**Errors of correlated energies for triplet B$_2$ against FCI**

The table holds the total-energy errors of HF, MP2, coupled cluster up to CCSDTQ and four AFQMC variants against FCI for triplet B$_2$ in cc-pVDZ, with frozen cores and an ROHF determinant. The program tests the ladder $\varepsilon = E_c/(q^k p^h)$, with $k$ iterative rungs and $h$ perturbative steps, using round constants ($q=10$, $p=5$), fitted constants and a one-constant variant, together with the rule that the error left is a ninth or a quarter of the last step. The round constants reproduce the six rows from MP2 to CCSDTQ with a mean relative error of 23% and the fitted ones ($q=11.5$, $p=4.5$) with 9%, MP2 and CCSDTQ being the worst rows of the hand rule. The AFQMC rows are not fitted: both phaseless errors lie about 35 standard errors above FCI with no constant ratio to the level that supplies the trial, the released walk falls without reaching a plateau, and the free walk is 1.9 standard errors from FCI.

Total-energy errors for neutral triplet B$_2$ at a bond length of 1.56 Å, in the cc-pVDZ basis with frozen cores and no relativistic terms. The HF determinant is restricted open-shell (ROHF), and the reference is FCI with the same basis and frozen cores. Calculated with Ansatz 0.2.0 and an in-house AFQMC program (version afq 1).

## Analysis program

```python
# Table: error of total energy vs FCI (meV), triplet B2, cc-pVDZ, frozen core, ROHF determinant;
# HF to CCSDTQ and AFQMC (Ansatz, own AFQMC program). Tested: error = Ec/(q^k p^h) with
# k iterative rungs and h perturbative step; remainder rules; AFQMC rows outside the fit.
T = {
    'row_level': ['HF', 'MP2', 'CCSD', 'CCSD(T)', 'CCSDT', 'CCSDT(Q)', 'CCSDTQ', 'ph-AFQMC/HF', 'ph-AFQMC/CISD', 'released AFQMC', 'free AFQMC'],
    'row_error': [5207.7, 1319.5, 476.4, 89.4, 45.6, 8.9, 3.2, 699.7, 141.7, 39.4, 15.2],  # meV
    'row_noise': [0.0, 0.0, 0.0, 0.0, 0.0, 0.0, 0.0, 19.6, 4.1, 1.9, 7.9],  # meV
}
import numpy as np
from scipy import constants as C
E = dict(zip(T['row_level'], map(float, T['row_error'])))
S = dict(zip(T['row_level'], map(float, T['row_noise'])))
kh = {'MP2': (0, 1), 'CCSD': (1, 0), 'CCSD(T)': (1, 1), 'CCSDT': (2, 0), 'CCSDT(Q)': (2, 1), 'CCSDTQ': (3, 0)}
L = list(kh); Ec = E['HF']
e = np.array([E[l] for l in L]); A = np.array([kh[l] for l in L], float); y = np.log(Ec/e)
c = np.linalg.lstsq(A, y, rcond=None)[0]; x = A[:, 0] + A[:, 1]/2; u = x @ y/(x @ x)
M = {'hand': Ec/(10**A[:, 0]*5**A[:, 1]), 'fit': Ec*np.exp(-A @ c), 'uniform': Ec*np.exp(-u*x)}
print(f"Ec = {Ec:.1f} meV (HF row, fixed); hand rule q=10, p=5")
print(f"fit q={np.exp(c[0]):.2f} p={np.exp(c[1]):.2f}; uniform q={np.exp(u):.2f} p=sqrt(q)={np.exp(u/2):.2f}")
print("level: table meV, % of Ec recovered | hand, fit, uniform in meV (rel. error)")
for i, l in enumerate(L):
    print(f"{l}: {e[i]:.1f}, {100*(1-e[i]/Ec):.2f}% | " + ", ".join(f"{m[i]:.1f} ({100*(m[i]/e[i]-1):+.0f}%)" for m in M.values()))
for n, m in M.items():
    r = np.abs(m/e-1); print(f"{n}: mean abs rel. error {100*r.mean():.0f}%, worst {L[r.argmax()]} {100*r.max():.0f}%")
print(f"rounding 0.05 meV = {5/E['CCSDTQ']:.1f}% of CCSDTQ, {5/E['CCSDT(Q)']:.1f}% of CCSDT(Q)")
it = ['HF', 'CCSD', 'CCSDT', 'CCSDTQ']; pt = ['MP2', 'CCSD(T)', 'CCSDT(Q)']
qs, sh = [], []
print("remainder rule: error left = step/9 (iterative), step/4 (perturbative), meV")
for a, b, p in zip(it[:-1], it[1:], pt):
    d, dp = E[a]-E[b], E[a]-E[p]; qs.append(E[a]/E[b]); sh.append(dp/d)
    print(f"{a}->{b}: ratio {qs[-1]:.2f}, step {d:.1f}, /9 = {d/9:.1f} vs {E[b]:.1f} ({100*(d/9/E[b]-1):+.0f}%)")
    print(f"{a}->{p}: ratio {E[a]/E[p]:.2f}, step {dp:.1f}, /4 = {dp/4:.1f} vs {E[p]:.1f} ({100*(dp/4/E[p]-1):+.0f}%)")
print("share of the full rung taken by MP2, (T), (Q): " + ", ".join(f"{100*s:.0f}%" for s in sh))
print(f"CCSD(T)-CCSDT {E['CCSD(T)']-E['CCSDT']:.1f} meV; CCSDT(Q)-CCSDTQ {E['CCSDT(Q)']-E['CCSDTQ']:.1f} meV")
print(f"power law in rank: exponent {np.log(qs[1])/np.log(3/2):.1f} (2->3), {np.log(qs[2])/np.log(4/3):.1f} (3->4)")
print("AFQMC rows (not fitted)")
for l in ['ph-AFQMC/HF', 'ph-AFQMC/CISD', 'released AFQMC', 'free AFQMC']:
    print(f"{l}: {E[l]:.1f} +- {S[l]:.1f} meV, {E[l]/S[l]:.1f} sigma, {100*E[l]/Ec:.2f}% of Ec")
h, ci = 'ph-AFQMC/HF', 'ph-AFQMC/CISD'
print(f"error/parent level: HF trial {E[h]/Ec:.3f} of HF, CISD trial {E[ci]/E['CCSD']:.3f} of CCSD")
print(f"trial gain {E[h]-E[ci]:.1f} +- {np.hypot(S[h], S[ci]):.1f} meV, factor {E[h]/E[ci]:.2f}")
print(f"ph/HF - CCSD {E[h]-E['CCSD']:.1f} meV; ph/CISD - CCSD(T) {E[ci]-E['CCSD(T)']:.1f} meV")
f = 'free AFQMC'
print(f"free - CCSDT(Q) {(E[f]-E['CCSDT(Q)'])/S[f]:.1f} sigma; free - CCSDTQ {(E[f]-E['CCSDTQ'])/S[f]:.1f} sigma")
print(f"released - CCSDTQ {E['released AFQMC']-E['CCSDTQ']:.1f} meV")
# further outputs of the same runs (eV), typed in
fci, nxt, w = -1340.77576, -1340.57409, 0.80562
rel = 1e3*(np.array([-1340.66393, -1340.67766, -1340.70215, -1340.72467, -1340.7364]) - fci)
rs = 1e3*np.array([0.0056144, 0.0040826, 0.0046439, 0.0042425, 0.0019348])
inc = {'CCSD(T)': 0.069056, 'CCSDT(Q)': 0.012863, 'CCSDTQ': 0.0020629}
print("release sequence meV: " + ", ".join(f"{a:.0f}+-{b:.0f}" for a, b in zip(rel, rs)))
print(f"last release drop {rel[-2]-rel[-1]:.1f} +- {np.hypot(rs[-1], rs[-2]):.1f} meV")
for l, v in inc.items():
    print(f"6e,9orb FCI increment {l}: -{1e3*v:.1f} meV = {1e5*v/E[l]:.0f}% of its error")
print(f"next spin state {1e3*(nxt-fci):.0f} meV above; 1 - determinant weight = {1-w:.3f}")
kT = 1e3*C.k*300/C.e; kc = 1e6*C.calorie/C.N_A/C.e
print(f"kT(300 K) {kT:.1f} meV; 1 kcal/mol {kc:.1f} meV")
print("below 1 kcal/mol: " + ", ".join(l for l in E if E[l] < kc))
assert all(np.diff(np.r_[Ec, e]) < 0)
assert all(8 < q < 16 for q in qs) and all(0.75 < s < 1 for s in sh)
assert E[h] - 3*S[h] > E['CCSD'] and E[ci] - 3*S[ci] > E['CCSD(T)']
assert all(np.diff(rel) < 0)
```

Running it gives:

```
Ec = 5207.7 meV (HF row, fixed); hand rule q=10, p=5
fit q=11.48 p=4.46; uniform q=12.12 p=sqrt(q)=3.48
level: table meV, % of Ec recovered | hand, fit, uniform in meV (rel. error)
MP2: 1319.5, 74.66% | 1041.5 (-21%), 1166.9 (-12%), 1495.6 (+13%)
CCSD: 476.4, 90.85% | 520.8 (+9%), 453.6 (-5%), 429.5 (-10%)
CCSD(T): 89.4, 98.28% | 104.2 (+17%), 101.6 (+14%), 123.4 (+38%)
CCSDT: 45.6, 99.12% | 52.1 (+14%), 39.5 (-13%), 35.4 (-22%)
CCSDT(Q): 8.9, 99.83% | 10.4 (+17%), 8.9 (-1%), 10.2 (+14%)
CCSDTQ: 3.2, 99.94% | 5.2 (+63%), 3.4 (+8%), 2.9 (-9%)
hand: mean abs rel. error 23%, worst CCSDTQ 63%
fit: mean abs rel. error 9%, worst CCSD(T) 14%
uniform: mean abs rel. error 18%, worst CCSD(T) 38%
rounding 0.05 meV = 1.6% of CCSDTQ, 0.6% of CCSDT(Q)
remainder rule: error left = step/9 (iterative), step/4 (perturbative), meV
HF->CCSD: ratio 10.93, step 4731.3, /9 = 525.7 vs 476.4 (+10%)
HF->MP2: ratio 3.95, step 3888.2, /4 = 972.0 vs 1319.5 (-26%)
CCSD->CCSDT: ratio 10.45, step 430.8, /9 = 47.9 vs 45.6 (+5%)
CCSD->CCSD(T): ratio 5.33, step 387.0, /4 = 96.8 vs 89.4 (+8%)
CCSDT->CCSDTQ: ratio 14.25, step 42.4, /9 = 4.7 vs 3.2 (+47%)
CCSDT->CCSDT(Q): ratio 5.12, step 36.7, /4 = 9.2 vs 8.9 (+3%)
share of the full rung taken by MP2, (T), (Q): 82%, 90%, 87%
CCSD(T)-CCSDT 43.8 meV; CCSDT(Q)-CCSDTQ 5.7 meV
power law in rank: exponent 5.8 (2->3), 9.2 (3->4)
AFQMC rows (not fitted)
ph-AFQMC/HF: 699.7 +- 19.6 meV, 35.7 sigma, 13.44% of Ec
ph-AFQMC/CISD: 141.7 +- 4.1 meV, 34.6 sigma, 2.72% of Ec
released AFQMC: 39.4 +- 1.9 meV, 20.7 sigma, 0.76% of Ec
free AFQMC: 15.2 +- 7.9 meV, 1.9 sigma, 0.29% of Ec
error/parent level: HF trial 0.134 of HF, CISD trial 0.297 of CCSD
trial gain 558.0 +- 20.0 meV, factor 4.94
ph/HF - CCSD 223.3 meV; ph/CISD - CCSD(T) 52.3 meV
free - CCSDT(Q) 0.8 sigma; free - CCSDTQ 1.5 sigma
released - CCSDTQ 36.2 meV
release sequence meV: 112+-6, 98+-4, 74+-5, 51+-4, 39+-2
last release drop 11.7 +- 4.7 meV
6e,9orb FCI increment CCSD(T): -69.1 meV = 77% of its error
6e,9orb FCI increment CCSDT(Q): -12.9 meV = 145% of its error
6e,9orb FCI increment CCSDTQ: -2.1 meV = 64% of its error
next spin state 202 meV above; 1 - determinant weight = 0.194
kT(300 K) 25.9 meV; 1 kcal/mol 43.4 meV
below 1 kcal/mol: CCSDT(Q), CCSDTQ, released AFQMC, free AFQMC
```
